# Reading a pressure between two volumes of Ta₃Ru

## The question

A cubic crystal of Ta₃Ru is squeezed and stretched evenly, and its energy and pressure are calculated at each volume. At 16.608 Å³/atom the results are withheld. The two nearest calculations lie three per cent below and three per cent above this volume. Can they, with the rest of the curve, tell us the pressure and the energy there, and would a straight line between them do?

Cubic Ta₃Ru (Fm-3m) at fixed volumes, calculated with Ansatz 0.2.0: r2SCAN, plane waves and PAW, scalar-relativistic, without spin polarization; cutoff 500 eV, 12×12×12 k mesh, Gaussian smearing of 0.1 eV. Energies are for zero smearing, relative to crystalline Ta and Ru in the same functional; pressure is positive in compression.

```tsv
volume (Å³/atom)	shortest distance (Å)	energy over elements (eV/atom)	pressure (GPa)
15.081	2.696	-0.116	27.920
15.201	2.703	-0.136	25.200
15.612	2.727	-0.190	16.660
16.110	2.756	-0.227	7.680
16.608	2.784	?	?
17.106	2.811	-0.228	-6.610
17.605	2.838	-0.198	-12.280
```

The volume $V$ is counted per atom. A positive pressure $P$ means that the cell would expand if released, a negative one that it would contract. The energy over elements compares the compound with crystals of pure Ta and pure Ru.

## What the known rows show

The pressure changes sign between 16.110 and 17.106 Å³/atom, so the cell has its lowest energy somewhere between these volumes. The energies agree: they are almost the same at these two points and higher further out on both sides.

The pressure does not fall along a straight line. Its steepness is best expressed as the bulk modulus, $B=-V\,dP/dV$, which is the pressure needed per unit of relative compression. Taken from pairs of known rows, it is 343 GPa at the compressed end, 238 GPa between the two neighbours of the withheld row and 197 GPa at the expanded end. The crystal softens as it expands, and the pressure curve therefore sags below any straight line drawn between two of its points.

## Why a crystal softens when it expands

Two contributions compete in a transition metal. Electrons in the partly filled d bands bind the atoms and pull them together. Overlapping inner shells and the rising kinetic energy of the confined electrons push them apart. The push is of shorter range, so compression strengthens it faster than the pull, and each further step inwards raises the pressure by more than the last. This cause is argued from general physics; the table shows the softening itself, not its division into push and pull.

The molecule Cl₂ shows the same asymmetry in a simpler form: shortening its bond costs more energy than lengthening it by the same amount. The comparison concerns only the shape of the energy curve: Cl₂ has a single bond, while each atom in the metal shares its bonding among many neighbours.

## From softening to the bend of the curve

The rate of softening is measured by $B'=dB/dP$, the change of bulk modulus per unit of pressure. Between the two end pairs of known rows the bulk modulus changes by $343-197=146$ GPa. The average pressure of these pairs changes from 26.6 to −9.4 GPa, that is by 36 GPa. The ratio gives $B'\approx4$.

Differentiating $dP/dV=-B/V$ once more gives the curvature,

$$\frac{d^2P}{dV^2}=\frac{B\,(1+B')}{V^2}.$$

For two points at relative distances $-\delta$ and $+\delta$ from a middle volume, the slopes cancel in the average and the curvature remains. The average of the two pressures therefore lies above the true middle pressure by

$$\Delta P\approx\tfrac12\,B\,(1+B')\,\delta^2 .$$

With $B=238$ GPa, $B'=4$ and $\delta=0.03$ this is $\tfrac12\times238\times5\times0.0009\approx0.54$ GPa. The neighbours' average pressure is 0.535 GPa, so the correction removes practically all of it.

Part of this bend is geometry. If the energy were a perfect parabola in the interatomic distance, $B'$ would be 1, because volume grows as the cube of distance. The bend would then be only $\tfrac12\times238\times2\times0.0009\approx0.21$ GPa. The larger part of the correction thus comes from the asymmetry between squeezing and stretching.

## The depth of the energy minimum

The energy follows from the same stiffness. Moving a relative distance $\delta$ away from the zero-pressure volume costs about $\tfrac12BV\delta^2$ per atom. With 1 eV/Å³ equal to about 160 GPa, this is $\tfrac12\times238\times16.6\times0.0009/160\approx0.011$ eV. The withheld energy should lie that far below the average of its neighbours, −0.2275 eV/atom.

## A curve through all known rows

The estimate by hand uses a constant curvature. A better description expands the energy to third order in the finite strain $f$, defined by $1+2f=(V_r/V)^{2/3}$, where $V_r$ is the withheld row's volume. Its slope gives the Birch–Murnaghan form of the pressure,

$$P=(1+2f)^{5/2}\,(c_0+c_1f+c_2f^2).$$

The three coefficients were fitted to the six known pressures. At the withheld volume $f=0$, so $c_0$ is the predicted pressure. Integrating this curve gives the energy up to one constant, which was set by the six known energies.

A second form, Murnaghan's, lets the bulk modulus rise linearly with pressure. The two forms differ by only 0.03 GPa at the withheld volume. The error bar below is wider than that, because the finite k mesh and plane-wave basis could displace a single point from a smooth curve.

## The forecast

- **Pressure:** practically zero, 0.0 ± 0.1 GPa, clearly below the neighbours' average of about half a GPa.
- **Energy over elements:** −0.2385 ± 0.0015 eV/atom, the lowest of the series and about 0.01 eV/atom below both neighbours.
- **Axial stresses:** all three equal to the pressure, as cubic symmetry requires.

The fitted curve itself gives −0.2386 eV/atom, the same as the forecast within the rounding of the table. The energy range allows for this rounding. It also covers a small mismatch: the pressure belongs to the free energy of the smeared electrons, while the tabulated energy refers to zero smearing.

## The result

The withheld rows as computed:

```tsv
volume (Å³/atom)	shortest distance (Å)	energy over elements (eV/atom)	pressure (GPa)
16.608	2.784	-0.238	-0.010
```

The computed pressure is −0.01 GPa, well inside the range. Four of the known cells were made by scaling this one by 3 or 6 per cent in volume. Such series are usually centred on a relaxed cell, so its place in the table already hinted at a pressure near zero; the curve reaches that value without the hint. The straight line between the neighbours would have been wrong by more than half a GPa. The irregularities for which the error bar allowed did not appear at this volume, so the bar was generous.

The computed energy, −0.238 eV/atom, lies 0.0005 eV/atom above the forecast. It is within the range and is the lowest of the series, as predicted. A miss of half a unit in the last printed digit calls for no physical explanation. The third forecast holds too: the computed stress is the same along all three axes. Symmetry fixed this in advance, so it tests nothing about the bonding.

These hits show that the calculated energies and pressures belong to one smooth curve. They do not measure how close the density functional comes to a real crystal.

## How far the simple estimate reaches

The hand formula works because the neighbours are close. At the smallest volume, about 9.2 per cent below equilibrium, the same constants give $238\times0.092+\tfrac12\times238\times5\times0.092^2\approx26.9$ GPa. The calculation gives 27.9 GPa, so the estimate is about four per cent too low. The curvature itself grows on compression, and a constant curvature cannot follow it. The Birch–Murnaghan curve does follow it, but this row was part of that fit; the withheld row was not.

The fitted curve puts zero pressure at 16.61 Å³/atom, with a bulk modulus of 237 GPa. Compressing the crystal by one per cent in volume therefore takes roughly 2.4 GPa. These values describe a static lattice without magnetism or spin–orbit coupling. Nor do they show that this cubic phase would form, since it was not compared with other Ta–Ru phases or with distorted cells.

The error of a straight line grows with the square of the spacing. Halving the distance to both neighbours would reduce it to about a quarter, while a curve with the right bend already removes it at the present spacing.

## A neighbouring metal

Silver makes a useful contrast. Its d band is full and binds much less than a partly filled one, and the metal is much softer than a compound rich in tantalum. Its bulk modulus is also known to change faster with pressure, so its curve bends more strongly in proportion to its stiffness. The low stiffness should weigh more, so at the same relative spacing a straight line is expected to err less for silver than for Ta₃Ru. To judge another metal, ask first how stiff it is and then how quickly that stiffness changes with pressure: the product $B(1+B')$ sets the error of a straight line.

The printed analysis below gives the coefficients of the fitted curves and shows how closely they meet the known rows and the withheld one.

The analysis program printed:

```
stiffness between the two smallest volumes, GPa: 343.2
stiffness between the two neighbours of the hidden row, GPa: 238.3
stiffness between the two largest volumes, GPa: 197.2
mean pressure of the two neighbours, GPa: 0.535
mean energy of the two neighbours, eV/atom: -0.2275
fit of pressure on 6 rows: coefficient of g -0.0129 +/- 0.0024, coefficient of g*strain 711.9 +/- 0.11, coefficient of g*strain*strain 131.9 +/- 5.3; rms 0.00245, worst 15.201 0.00463, leave-one-out rms 0.00476
  rows outside the fit (model, value, miss): 16.608 -0.0129, -0.01, -0.0029
fit of pressure on 6 rows: constant -58.9 +/- 0.037, coefficient of ratio**s 58.92 +/- 0.031, s 4.021; rms 0.0138, worst 17.106 0.0235, leave-one-out rms 0.0343
  rows outside the fit (model, value, miss): 16.608 0.01271, -0.01, 0.0227
forecast pressure at the hidden row, GPa: -0.0129
chosen error bar of the pressure, GPa: 0.1
Murnaghan forecast less Birch-Murnaghan forecast, GPa: 0.02561
neighbours' mean pressure less forecast, GPa: 0.5479
fitted volume of zero pressure, A^3/atom: 16.61
fitted bulk modulus at zero pressure, GPa: 237.3
its pressure derivative, no unit: 4.123
fit of energy_over_elements - work on 6 rows: constant -0.2386 +/- 0.00012; rms 0.000264, worst 15.612 0.000509, leave-one-out rms 0.000317
  rows outside the fit (model, value, miss): 16.608 -0.2386, -0.238, -0.000562
forecast energy over elements at the hidden row, eV/atom: -0.2386
chosen error bar of the energy, eV/atom: 0.0015
forecast energy less neighbours' mean, eV/atom: -0.01106
```
